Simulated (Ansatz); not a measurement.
# GaCu₃: the change of energy above lowest point with volume scale

All results are calculated (Ansatz 0.2.0). Free energy against uniform scaling of the volume at fixed shape and fractions; periodic cell, basis, potentials, k mesh and filling as listed.

The cell before it is scaled or strained (space group Pm-3m, No. 221):
```
GaCu3
1.0
      3.6454     0.0000     0.0000
      0.0000     3.6454     0.0000
      0.0000     0.0000     3.6454
Ga Cu
1 3
Direct
  0.00000 0.00000 0.00000
  0.50000 0.00000 0.50000
  0.50000 0.50000 0.00000
  0.00000 0.50000 0.50000
```

Settings of every row: functional LDA; dispersion none; potentials PAW; wave cutoff 571.44 eV; density cutoff 2285.8 eV; k mesh 6x6x6; k shift 0x0x0; occupations methfessel paxton; smearing width 0.05 eV; spin none.

Limits: coarse k mesh, up to 40 meV an atom off; the cell comes from a prototype or a list of computed structures and needn't be the stable phase.

```
row  volume scale  V (Å³/atom)  energy above lowest point (meV/atom)
  1          0.92       11.142                                   8.6
  2        0.9467       11.465                                     0
  3        0.9733       11.788                                   1.5
  4             1       12.111                                  11.6
  5        1.0267       12.434                                    29
  6        1.0533       12.756                                     ?
  7          1.08        13.08                                  81.3
```

Question: what energy above lowest point should row 6 give?

Worked fit of energy above lowest point. Take u = (V_r/V)^(2/3) − 1 with V_r = 11.95 Å³ an atom, which is twice the finite (Eulerian) strain; such expansions in the strain, on which the Birch-Murnaghan equation of state is built, carry the rest volume and the bulk modulus. The shown rows have u = 0.04778, 0.02801, 0.00914, -0.00888, -0.02612, -0.05846. Least squares give energy above lowest point = 5.59 − 564.5 × u + 12849 × u² + 5986 × u³ meV/atom; a parabola predicts inner rows, each left out in turn, worse (root mean square 0.28 against 0.021 meV/atom). All shown rows lie on it to the printed digit. Its lowest point lies at u = 0.0216, or V = 11.57 Å³ an atom, and the curvature there gives the bulk modulus at fixed shape and fractions, B = (4/9)(1 + u)² E″(u)/V = 170 GPa. The withheld row has u = -0.04258, so the fit gives 5.59 − 564.5 × (-0.04258) + 12849 × (-0.04258)² + 5986 × (-0.04258)³ = 52.5 meV/atom.

The calculation gave 52.6 meV/atom. The fit lies 0.1 meV/atom (0.12 % of the column's range) below it, one unit of the last digit.
